**Forum question: what does this biaxial strain scan of PtSe2 actually measure?**

I strained bulk PtSe2 equally along x and y with PBE+D3(BJ), holding $c$ and the fractional coordinates fixed.

Bulk PtSe2 (P-3m1, 3-atom cell, a = 3.724, c = 5.062 Å, not relaxed at this level), strained equally along x and y at fixed c and fractional coordinates. Ansatz 0.2.0, scalar-relativistic plane-wave PAW, PBE+D3(BJ), no spin polarisation, cutoff 420 eV, k mesh 15×15×10, Gaussian smearing 0.15 eV. Energies are free energies relative to zero strain; tensile stress is σxx + σyy.

| strain | energy change (meV/atom) | tensile stress along pattern (GPa) | pressure (GPa) |
| --- | --- | --- | --- |
| -0.06 | 257.6 | -68.10 | 29.50 |
| -0.03 | 76.2 | -33.85 | 14.46 |
| 0 | 0.0 | -8.33 | 3.47 |
| 0.015 | -6.0 | 1.75 | -0.81 |
| 0.045 | 33.6 | 17.56 | -7.44 |

1. Why is one energy negative?
2. Why does compression cost more than tension?
3. Is there a simple formula for the curve?
4. Which elastic constant do I get, and is there an ideal strength?
5. How much stress builds up along $c$, and why?
6. Is all of this just Pt–Se bond stretching?
7. What would change on relaxing, and which digits hold?

**Answer**

Let $e$ be the strain, so that $a = a_0(1+e)$. The tensile stress along the pattern, $T$, is the sum $\sigma_{xx}+\sigma_{yy}$, positive in tension and twice the stress per axis. The pressure $p$ is positive in compression. The fits and residuals are printed after this answer.

**1.** The starting cell was never relaxed at this level and is compressed in the basal plane: $T$ is $-8.33$ GPa at zero strain. At fixed $c$ the work of straining gives $dE/de = V_0(1+e)\,T$, with $V_0$ the starting cell volume, so a small expansion releases energy. The interpolated stress vanishes at $e = 0.012$, about 6.3 meV/atom below the reference. That point, $a \approx 3.77$ Å, is the minimum for frozen $c$ and frozen Se height only, and is not the relaxed lattice constant.

**2.** Two effects add. The displaced minimum supplies a term linear in $e$, which raises compressed rows and lowers stretched ones; at $-0.06$ it accounts for 63 of the 257.6 meV/atom. The crystal also softens as it expands, since the slope of $T$ falls in every interval, from 1142 to 527 GPa. The standard reading is that overlap repulsion between filled shells climbs steeply on compression while bonds weaken on stretching.

Only the softening belongs to the material. Measured from the minimum, a step of 0.03 in compression costs 40.2 meV/atom and the same step in tension 33.7, a ratio of only 1.19. At equal strains, most of the lopsidedness therefore comes from where the strain zero was put. The end rows differ further because the scan reaches 0.06 in compression but only 0.045 in tension.

**3.** A Birch-type form, quadratic in the Eulerian strain $\eta$, works well:

$$\eta = \tfrac12\left[(1+e)^{-2}-1\right], \qquad E = A\eta + B\eta^2 .$$

Since $\eta \approx -e + \tfrac32 e^2$, the square is $e^2 - 3e^3 + \dots$, so the asymmetry comes without a third parameter. At the minimum $E'''/E'' = -9/(1+e)$, which is $-8.9$ here, while the stress column gives $-8.8$.

Fitting the energies of all five rows gives $A = 3.13$ and $B = 130.76$ eV per cell. For $e = -0.06$, a row inside the fit,

$$\eta = \tfrac12\,(0.94^{-2}-1) = 0.06587,\qquad E = 0.2062 + 0.5673 = 0.7735\ \text{eV} = 3 \times 257.8\ \text{meV},$$

against 257.6 in the table.

The stresses were outside the fit and are reproduced to 0.28 GPa rms, worst at the strongest compression. A parabola in $e$, also with two parameters, misses them by 4.4 GPa rms and should not be used over this range. A cubic in $e$ does about as well as the Birch form with one parameter more. The Birch energy residuals reach 0.47 meV/atom, well above the 0.05 rounding, so the form is a compact description and identifies no cause.

**4.** For this trigonal crystal $C_{11}+C_{12} = (1+e)\,T'/2$, with $T'$ the slope of $T$. This is about 360 GPa at the compressed start, 320 GPa at the minimum and 230 GPa at the largest tension, all with clamped ions. The slope is still strongly positive there, so the stress maximum lies outside the scan and no ideal strength can be read off.

**5.** The stress along $c$ follows from the columns as $3p + T$, positive in compression, and runs from 20.4 to $-4.8$ GPa. The resulting clamped $C_{13}$, near 87 GPa at the minimum, is large for a layered crystal, and most of it comes from the frozen Se atoms if the force sign argued below is right. The Pt–Se distances of these runs match a constant height $h = 1.266$ Å of Se above the Pt plane. In-plane compression thus shortens the bonds, which would relieve themselves by pushing Se outward.

Straining along $c$ at fixed fractional coordinates changes layer thickness and gap together, which splits the stress exactly into $2hF/V$, with $F$ the outward force on Se and $V$ the cell volume, plus the stress for changing $c$ around rigid layers. The computed force is 2.54 eV/Å at $-0.06$. I take it as outward there, because the opposite sign would leave about 40 GPa across the van der Waals gap. With that sign the force term carries 83 % of the swing, and the rigid-layer part moves by only 4.3 GPa.

**6.** No. If six central Pt–Se bonds carried everything, resolving one bond tension along $z$ and in the plane would give $F = -VTh/(2r^2)$, with $r = a/\sqrt3$, and $F$ and $T$ would vanish together. The force vanishes near $e = 0.03$, far from the stress zero, so no point of the scan is an equilibrium structure, and the model's force swing is 1.58 times the computed one. Neighbouring layers account for about a fifth of the excess swing, if their force acts on Se alone: by the split in answer 5 they pull Se outward in tension and push it inward at the strongest compression. Something else must stiffen the plane without adding to the outward push on Se under compression; in-sheet Se–Se contacts, which act only in the plane, or resistance to bending the Se–Pt–Se angles, which shifts the force on Se inward as the plane shrinks, are my untested guess.

**7.** A companion scan with Se height and $c$ free would lower the energy of each strained cell. Second-order elasticity says that each released coordinate subtracts from the in-plane stiffness about equilibrium, so the curve would be shallower, with its minimum elsewhere. A PtSe2 film held at a given in-plane strain has a free surface, so it can relax along $c$ and follows that softer path. The $-3.4$ and $+3.1$ GPa per axis found here for 1 % compression and tension about the stress zero are therefore probably upper estimates in size for such a film, though its relaxed lattice constant was not computed. The gap on the mesh is zero in every row, as expected for semimetallic bulk PtSe2, though spin-orbit coupling is left out and PBE is a weak guide to small gaps.

On digits, integrating the stress reproduces the energies within 0.03 meV/atom. That rules out numerical scatter, but both columns share one cutoff and one mesh, so it is no full test of convergence and says nothing about the mesh. Removing the smearing shifts energies by up to 0.22 meV/atom, which makes their last digit uncertain. The stiffnesses deserve two figures, and the clamping, though its effect was not computed, probably matters more for their use than these errors.

Printed output of the fit:

```
V0 = 60.80 A^3; rounding: energy 0.05 meV/atom, stress 0.005 GPa, derived zz 0.02 GPa, V0 0.04 % = 0.1 meV/atom at most
strain: -0.060 -0.030 0.000 0.015 0.045
stress per axis, tension + (GPa): -34.05 -16.93 -4.17 0.88 8.78
slope of xx+yy stress between rows (GPa): 1142 851 672 527
first/last slope = 2.17
integrated stress minus energy column (meV/atom): 0.02 -0.03 0.00 -0.01 0.01
dE/de at 0 (eV/cell): from stress -3.161, quartic through energies -3.160
smearing: sigma->0 minus free energy (meV/atom): -0.19 -0.11 0.00 0.06 0.22
harmonic in e: coefficients (eV/cell) -4.08 144.04; rms E 4.24 meV/atom, rms stress 4.43 GPa
  energy residual (meV/atom): -3.06 7.86 0.00 -3.62 2.36
  predicted minus table stress (GPa): 8.19 -0.73 -2.43 -1.14 4.83
cubic in e: coefficients (eV/cell) -3.13 137.78 -412.46; rms E 0.12 meV/atom, rms stress 0.33 GPa
  energy residual (meV/atom): -0.03 0.12 0.00 0.23 -0.03
  predicted minus table stress (GPa): 0.49 -0.13 0.09 0.14 -0.49
Eulerian 2nd order: coefficients (eV/cell) 3.13 130.76; rms E 0.23 meV/atom, rms stress 0.28 GPa
  energy residual (meV/atom): 0.16 -0.47 0.00 0.09 -0.14
  predicted minus table stress (GPa): -0.60 0.09 0.09 0.01 -0.12
xx+yy stress zero at strain 0.0122, a = 3.769 A, energy -6.32 meV/atom; Eulerian minimum at 0.0122
zeros: zz stress 0.0110, pressure 0.0120, Se force 0.0285; Se force at stress zero 0.32 eV/A
E'''/E'' at minimum: from stress -8.8, Eulerian form -8.9, harmonic 0
linear (pre-stress) term (meV/atom): 63.2 31.6 -0.0 -15.8 -47.4
quadratic term (meV/atom): 163.6 40.9 0.0 10.2 92.0
higher terms (meV/atom): 30.8 3.7 0.0 -0.4 -11.0
cost of -0.03 / +0.03 about the minimum: 40.2 / 33.7 meV/atom, ratio 1.19
degree 4: clamped C11+C12 at 0, minimum, 0.045 = 363 323 231 GPa; C13 at 0, minimum = 101 87 GPa
degree 3: clamped C11+C12 at 0, minimum, 0.045 = 363 322 233 GPa; C13 at 0, minimum = 101 87 GPa
C11+C12 at 0 from energy curvature 359 GPa; pre-stress shift expected -4.2 GPa
stress per axis for -1 % / +1 % about the minimum: -3.41 / 3.06 GPa
Se height from distances (A): 1.266 1.265 1.266 1.266 1.266
mean height 1.266 A, z = 0.250, gap between Se sheets 2.530 A
Pt-Se change from strain 0 (%): -4.41 -2.24 0.00 1.12 3.37
Se-Se across gap (A): 3.24 3.28 3.32 3.34 3.38
zz stress 3p+T, compression + (GPa): 20.40 9.53 2.08 -0.68 -4.76
Se force part 2hF/V, force taken outward (GPa): 19.15 10.15 3.97 1.69 -1.67
rest: change of c at fixed layer thickness (GPa): 1.25 -0.62 -1.89 -2.37 -3.09
rest if the force were inward (GPa): 39.55 19.68 6.05 1.01 -6.43
swing over scan: zz 25.2, force part 20.8 (83 %), rest 4.3, per axis 42.8 GPa
Se force computed (eV/A): 2.54 1.43 0.60 0.26 -0.27
Se force, bond stretch only (eV/A): 3.54 1.76 0.43 -0.09 -0.91
model minus computed (eV/A): 1.00 0.33 -0.16 -0.35 -0.64
force swing: computed 2.81, bond stretch only 4.45 eV/A, ratio 1.58
```
